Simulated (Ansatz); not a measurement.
HfH2: the change of energy above lowest point with volume scale

Free energy against uniform scaling of the volume at fixed shape and fractions; periodic cell, basis, potentials, k mesh and filling as listed. The results are calculated, by Ansatz 0.2.0.

The cell before it is scaled or strained (space group I4/mmm, No. 139):
```
HfH2
1.0
     -1.7390     1.7390     2.1805
      1.7390    -1.7390     2.1805
      1.7390     1.7390    -2.1805
Hf H
1 2
Direct
  0.00000 0.00000 0.00000
  0.75000 0.25000 0.50000
  0.25000 0.75000 0.50000
```

Settings of every row: functional r2SCAN; dispersion D3(BJ)+ATM; potentials PAW; wave cutoff 500 eV; density cutoff 2000 eV; k mesh 12x12x12; k shift 0x0x0; occupations gaussian; smearing width 0.05 eV; spin none.

Limits: coarse k mesh, up to 40 meV an atom off; no spin-orbit coupling, which can matter with elements this heavy.

```
row  volume scale  V (Å³/atom)  energy above lowest point (meV/atom)
  1           0.9        7.913                                    27
  2         0.925        8.133                                  11.2
  3          0.95        8.353                                     ?
  4         0.975        8.572                                     0
  5             1        8.792                                   3.1
  6         1.025        9.012                                    11
  7          1.05        9.232                                  23.3
  8         1.075        9.452                                  39.3
  9           1.1        9.671                                  58.8
```

Question: what energy above lowest point should row 3 give?

Worked fit of energy above lowest point. Take u = (V_r/V)^(2/3) − 1 with V_r = 8.902 Å³ an atom, which is twice the finite (Eulerian) strain; such expansions in the strain, on which the Birch-Murnaghan equation of state is built, carry the rest volume and the bulk modulus. The shown rows have u = 0.08168, 0.06208, 0.0255, 0.00832, -0.00815, -0.02397, -0.03918, -0.05374. Least squares give energy above lowest point = 6.49 − 486.1 × u + 9035 × u² meV/atom; a straight line predicts inner rows, each left out in turn, worse (root mean square 15 against 0.081 meV/atom). The rows lie off it by -0.1, 0.1, 0.0, 0.0, -0.1, 0.0, -0.1, 0.1. Its lowest point lies at u = 0.0269, or V = 8.555 Å³ an atom, and the curvature there gives the bulk modulus at fixed shape and fractions, B = (4/9)(1 + u)² E″(u)/V = 159 GPa. Letting shape and atoms relax would as a rule lower it, by much in layered, chain or molecular crystals. The withheld row has u = 0.04335, so the fit gives 6.49 − 486.1 × (0.04335) + 9035 × (0.04335)² = 2.4 meV/atom.

The calculation gave 2.4 meV/atom. The fit meets it to the printed digit.
